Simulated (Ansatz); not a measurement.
# Al6Ru: a fit and a missing row

Al6Ru, Cmcm, a = 7.461 Å, b = 6.522 Å, c = 8.929 Å. The structure is a Materials Project entry; whether it is the stable form wasn't checked. Ansatz: r2SCAN, PAW, 500 eV, Γ-centred 8×8×4 mesh on 14 atoms, Gaussian smearing 0.10 eV; no spin polarisation. Shape and atoms are relaxed at each volume; pressure is positive in compression.

```tsv
V (Å³/atom)	P (GPa)
13.653	20.36
14.119	14.03
14.584	8.60
15.050	3.97
15.515	0.00
15.981	-3.39
16.446	?
17.067	-9.46
```

Take V0 = 15.515 Å³/atom, fit the third-order Birch–Murnaghan form to the other rows, and predict the missing pressure.

With the Eulerian strain f = ½[(V0/V)^(2/3) − 1] and y = P/[3f(1 + 2f)^(5/2)], the form is the line y = B0 + 1.5 B0 (B0′ − 4) f. Rows (f, y): 0.04448, 123.3; 0.03244, 123.2; 0.02106, 122.8; 0.01025, 122.7; -0.00977, 121.5; -0.03079, 120.1. Means f = 0.01128, y = 122.27; Σ(Δf)² = 0.003860, ΣΔfΔy = 0.1661; the slope is their ratio. y = 121.8 + 43.04 f GPa, so B0 = 121.8 GPa and B0′ = 4 + 2 × (43.04)/(3 × 121.8) = 4.24. At V = 16.446, f = -0.01905, y = 120.98 and P = -6.27 GPa. The run gave -6.28 GPa, so the fit is 0.01 GPa too high, within the rms miss on the fitted rows (0.03 GPa).

Cost: 8 runs of about 30 core-minutes in all, on Oxide Virtual Turin-like Processor (Zen 5) (shared hosts).

The fitted bulk modulus of 121.8 GPa places Al6Ru well above elemental aluminium and far below ruthenium, as expected for an aluminium-rich intermetallic. The extra stiffness over aluminium probably comes from hybridisation between Ru d and Al sp states, which adds directional Al–Ru bonding to a largely free-electron-like framework. Resistance to compression grows as the volume shrinks, because the electronic kinetic energy and short-range overlap repulsion rise faster than the cohesive terms; B0′ = 4.24 is ordinary for a metal.

The normalised pressure y rises with f through every fitted row, but not quite linearly: both end points fall below the line, while those nearest V0 lie above it. This suggests a small higher-order strain term, to which B0′ is more sensitive than B0. The recovered pressure of -6.27 GPa therefore supports a smooth equation of state between the sampled volumes, but as an interpolation it is a mild test of the form and says little about its reach beyond them.
